**Q:** What exactly is being moved here, and what should I compare?

**A:** A water molecule faces SiH₂, and one of its hydrogens is moved along the line from oxygen to silicon. Everything else is frozen, with O and Si 3.12 Å apart. The scan distance is the O–H distance, so each stretch of O–H shortens H···Si by the same amount. Energies are counted from the row at 0.960 Å.

Ansatz 0.2.0: CCSDT and CCSDT(Q) on a UHF reference and direct RPA on PBE orbitals, all with cc-pVDZ and frozen cores, for moving one H from H₂O towards SiH₂ (neutral singlet). The fragments are otherwise rigid, with PBE0/def2-TZVP geometries; the scan distance is O–H, and energies are relative to the row at 0.960 Å.

| scan distance (Å) | UCCSDT, energy from the start of the scan (kJ/mol) | RPA PBE, energy from the start of the scan (kJ/mol) | UCCSDT(Q), energy from the start of the scan (kJ/mol) |
| --- | --- | --- | --- |
| 0.892 | 13.80 | 15.40 | 14.00 |
| 0.960 | 0.00 | 0.00 | 0.00 |
| 1.061 | 20.50 | 17.30 | 20.20 |
| 1.163 | 64.40 | 56.40 | 63.40 |
| 1.265 | 112.70 | 98.30 | 110.60 |
| 1.367 | 153.40 | 137.80 | 149.30 |
| 1.468 | 178.50 | 164.30 | 173.90 |
| 1.570 | 190.90 | 179.40 | 187.80 |
| 1.672 | 202.40 | 194.20 | 201.10 |

**Q:** The energy shoots up and then seems to lose interest. If I am tearing an O–H bond apart, why does it not keep climbing?

**A:** At first you are simply stretching O–H. A Morse curve for that bond alone, with rough recalled constants, gives 21 kJ/mol at 1.061 Å, where UCCSDT(Q) has 20. At the last row the same curve has reached 325 kJ/mol, while the computed energy is only 201. The difference is what silicon gives back, and it grows as the hydrogen approaches.

**Q:** So I add a falling Si–H curve to the rising O–H one?

**A:** That gets the end about right and the middle badly wrong. Two independent Morse bonds give 196 kJ/mol at the last row, but only 51 at 1.265 Å, where the calculation has 111. The sum credits hydrogen with a strong bond to silicon while it is still bound to oxygen. Hydrogen has one valence orbital to share, so it can't hold two full bonds at once.

**Q:** What replaces the sum?

**A:** A competition between two bonding patterns. In the first, hydrogen belongs to oxygen, and the energy V₁ rises as O–H stretches. In the second it belongs to silicon, and the energy V₂ falls as H approaches Si. The second pattern lies higher because an O–H bond of roughly 520 kJ/mol is exchanged for an Si–H bond of roughly 310. The true state is a mixture, and its energy lies below both curves:

E = ½(V₁ + V₂) − √[¼(V₁ − V₂)² + W²]

Here W is the coupling between the patterns, taken as constant along the scan. The two curves leave out the repulsion between hydrogen and the partner it is not bonded to, so a fitted W may absorb part of that too.

**Q:** Can you take me through one row?

**A:** Take 1.468 Å, where H is 1.652 Å from Si.

- Hydrogen on oxygen: V₁ = 520(1 − e^(−2.2 × 0.508))² ≈ 235 kJ/mol.
- Hydrogen on silicon: V₂ = (520 − 310) + 310(1 − e^(−1.6 × 0.152))² ≈ 224 kJ/mol.
- With W = 65 kJ/mol, the lower energy is about 165 kJ/mol.
- At the start V₁ = 0 and V₂ ≈ 342 kJ/mol, so mixing already lowers the energy there by 12.

Counted from the start, the estimate is 165 + 12 = 177 kJ/mol, against 174 from UCCSDT(Q).

**Q:** Was that row used to find W?

**A:** Yes. W is the only fitted number, adjusted by least squares to the UCCSDT(Q) energies of all nine rows. The typical miss is then 3 kJ/mol, against about 40 for the two added bonds. The worst is at the last row, where the model lies 6 kJ/mol too low. The height of the shelf deserves less trust than its shape: raising the silicon pattern by 20 kJ/mol, a fair doubt about the recalled bond energies, lifts the last point by 16. The fit supports the picture of competing patterns without proving it.

**Q:** Then where does the bend come from, in plain words?

**A:** In the picture of two patterns, from a change of owner. The climb is steepest between 1.163 and 1.265 Å, at about 460 kJ/mol per Å, when the hydrogen still belongs mostly to oxygen. In the model the two patterns cross near 1.45 Å, and beyond that the state follows the flatter silicon curve. By the last step the slope is down to 130. As long as oxygen and silicon are held too far apart to bond with each other, the shelf lies near the energy of the bond broken less that of the bond made.

**Q:** But the last two steps are almost equally steep. Should it not have gone flat?

**A:** Not yet. At the last row H–Si is 1.45 Å, about a normal bond length, so that bond has little more to give. The oxygen pattern is still rising, and as it moves away it mixes in less and lowers the energy less. The model therefore also keeps climbing, but by only 9 kJ/mol in the last step, where the calculation has 13. Two curves and a constant coupling are too simple for this stretch.

**Q:** Is the shelf at 200 kJ/mol the barrier for water reacting with SiH₂?

**A:** No. The usual route first forms an O–Si bond and then shifts the hydrogen, and the frozen 3.12 Å forbids that. In the deposition of silicon oxide from silicon precursors and water, this curve would be the wrong number for a rate. It shows what a hydrogen transfer costs when oxygen and silicon are not allowed to approach. Even that cost is a cc-pVDZ value, and a larger basis could shift it.

**Q:** The two coupled-cluster columns agree at both ends but part in the middle. Why there?

**A:** The (Q) term is an estimate of fourfold excitations, and it lowers the relative energy most at 1.468 Å, by 4.6 kJ/mol. That is the row nearest the model's crossing, where both patterns weigh about the same and a single starting determinant can be expected to describe the state poorly. By the last row the effect has shrunk to 1.3. The coincidence fits this reading, though the wavefunctions there have not been examined to test it.

**Q:** The unrestricted runs report ⟨S²⟩ well above zero, which means spin contamination. Is that the O–H bond breaking?

**A:** Not at the beginning. The unrestricted starting determinant has ⟨S²⟩ = 0.36 already at 0.960 Å, where a pure singlet would have zero. The value is still 0.35 when the O–H bond is squeezed to 0.892 Å, so it most likely comes from SiH₂, which has a lone pair and a low-lying empty p orbital on silicon. Spin contamination by itself is therefore no signal that the hydrogen has left. It is still a reason for care with both coupled-cluster columns: their starting determinant is picked by trial and can fall towards a higher spin, so a change of determinant along the scan could distort the curve.

**Q:** And RPA? It is too high for the squeezed bond and too low for the stretched one.

**A:** Both signs express one tilt: near the start, RPA favours a slightly longer O–H bond than UCCSDT(Q) does. Its shortfall grows to 12 kJ/mol at 1.265 Å and then narrows to 7. At 1.061 Å the energy can be split. The RPA reference rises by 41 kJ/mol and its correlation takes back 24, whereas the coupled-cluster reference rises by 32 and correlation takes back 12. In this split, the larger gain in correlation outweighs the steeper reference, so RPA ends lower. The parts are not like for like, though: the coupled-cluster reference is a spin-polarised Hartree–Fock determinant, while RPA starts from closed-shell PBE orbitals. The split shows how the difference adds up, not what causes it.

**Q:** What do I actually have at the end of the scan, two radicals or two ions?

**A:** The model assumes radicals, OH and SiH₃. A crude estimate from ionisation energy, electron affinity and Coulomb attraction puts the ion pair higher by something of the order of 100 kJ/mol. Some ionic character may still mix in, and this small basis, without diffuse functions, would describe OH⁻ poorly. How much charge travels with the hydrogen remains open; charges and spin densities along the last rows, in a larger basis, would settle it.
